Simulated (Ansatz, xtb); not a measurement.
**Relative energy of two isomers of CH8AlFN2**

Structure X is `[CH3][Al@-]([NH2])([NH3+])[F]`, a singlet and structure Y is `C[NH2+][Al@H-]([NH2])[F]`, a singlet. Both are isolated molecules in the gas phase, relaxed with PBE0-D3(BJ)/def2-SVP; the shapes shown needn't be the lowest conformers.

X (Å):

```xyz
13

C    -0.4441   -0.1840    1.2770
Al    0.6206   -1.8293    1.1999
F     1.8034   -2.0728    2.3953
N     1.0209   -2.5662   -0.4018
N    -0.6229   -3.2763    1.9733
H    -1.3043   -0.1976    0.5849
H    -0.8414    0.0076    2.2889
H     0.1608    0.6984    1.0077
H     1.8683   -3.1104   -0.5323
H     0.8190   -2.0872   -1.2735
H    -1.5692   -2.9779    2.2066
H    -0.6766   -4.0094    1.2646
H    -0.1875   -3.6632    2.8115
```

Y (Å):

```xyz
13

C    -0.1547   -1.8935    2.4724
Al    0.5079   -0.5431   -0.0789
F     1.0657    1.0561   -0.0715
N     0.0517   -0.5521    1.9175
N     1.7832   -1.8152   -0.1826
H    -0.2801   -1.8872    3.5657
H     0.7080   -2.5098    2.1847
H    -1.0494   -2.3346    2.0114
H     0.8373   -0.0840    2.3741
H    -0.7595    0.0471    2.0792
H    -0.9151   -0.8385   -0.7432
H     1.6711   -2.6365   -0.7676
H     2.7728   -1.5966   -0.1246
```

Which of the two would you expect CCSD(T)/def2-SVP + ΔMP2/def2-TZVPP electronic energies to favour?

Structure X; the calculation gives E(Y) − E(X) = +16.6 kcal/mol.

The same difference at several levels:

```json
{"level": "GFN2-xTB", "geometry": "GFN2-xTB", "E(Y) − E(X) (kcal/mol)": "−16.2", "departure from the last row (kcal/mol)": "−32.8", "job, with rough time for the two": "optimisation, 0.27 s"}
{"level": "HF/STO-3G", "geometry": "GFN2-xTB", "E(Y) − E(X) (kcal/mol)": "+15.3", "departure from the last row (kcal/mol)": "−1.3", "job, with rough time for the two": "single point, 0.64 s"}
{"level": "r2SCAN-D4/def2-SVP", "geometry": "GFN2-xTB", "E(Y) − E(X) (kcal/mol)": "+16.8", "departure from the last row (kcal/mol)": "+0.2", "job, with rough time for the two": "single point, 5.4 s"}
{"level": "PBE0-D3(BJ)/def2-SVP", "geometry": "PBE0-D3(BJ)/def2-SVP", "E(Y) − E(X) (kcal/mol)": "+14.8", "departure from the last row (kcal/mol)": "−1.8", "job, with rough time for the two": "optimisation, 2.4 min"}
{"level": "HF/def2-SVP", "geometry": "PBE0-D3(BJ)/def2-SVP", "E(Y) − E(X) (kcal/mol)": "+12.9", "departure from the last row (kcal/mol)": "−3.7", "job, with rough time for the two": "part of the CCSD(T) run"}
{"level": "MP2/def2-SVP", "geometry": "PBE0-D3(BJ)/def2-SVP", "E(Y) − E(X) (kcal/mol)": "+14.7", "departure from the last row (kcal/mol)": "−1.9", "job, with rough time for the two": "part of the CCSD(T) run"}
{"level": "CCSD(T)/def2-SVP", "geometry": "PBE0-D3(BJ)/def2-SVP", "E(Y) − E(X) (kcal/mol)": "+13.4", "departure from the last row (kcal/mol)": "−3.1", "job, with rough time for the two": "single point"}
{"level": "CCSD(T)/def2-SVP + ΔMP2/def2-TZVPP", "geometry": "PBE0-D3(BJ)/def2-SVP", "E(Y) − E(X) (kcal/mol)": "+16.6", "departure from the last row (kcal/mol)": "", "job, with rough time for the two": "single point, 47 s"}
```

As drawn, Y has 1 C–N, 1 Al–H in place of 1 C–Al, 1 N–H.

GFN2-xTB puts the two in the other order. The largest departure from CCSD(T)/def2-SVP + ΔMP2/def2-TZVPP is that of GFN2-xTB, 32.8 kcal/mol. The last row adds to CCSD(T) the change of the MP2 difference between the two basis sets, here +3.1 kcal/mol, a large step that makes the value less sure.

With harmonic frequencies from PBE0-D3(BJ)/def2-SVP (ideal gas, rigid rotor, one conformer each, 400 K, 1 atm): on the last row, ΔE + ΔZPE = +17.1 kcal/mol. A mode under 50 cm⁻¹ makes harmonic enthalpies and free energies unreliable, so none is given.

The correlated steps freeze 9 core orbitals. Codes used: Ansatz 0.2.0, xtb 6.7.1; the last row on 2 threads of Arm Neoverse V1 on a shared host.

Both isomers keep a four-coordinate aluminium with fluoride, amide and one dative amine, so the preference for X is mainly a matter of exchanging covalent bonds. X is an ammonia adduct of a methylalane, Y a methylamine adduct of an aluminium hydride. Going to Y gives up a strong N–H bond for a weaker C–N bond, and replacing Al–C with Al–H probably returns too little to pay for it. Methylamine's somewhat greater donor strength towards aluminium should favour Y, but evidently not by enough.

Hartree–Fock already gives the same order, so electron correlation adjusts the gap and doesn't create the preference. The reversal in GFN2-xTB can't be blamed chiefly on its geometries, since r2SCAN-D4 gives +16.8 kcal/mol on those same structures. The fault lies in the tight-binding energy itself, probably in an uneven description of the exchanged bonds. The energies support X as the lower of these two structures, but say nothing about the barrier between them.
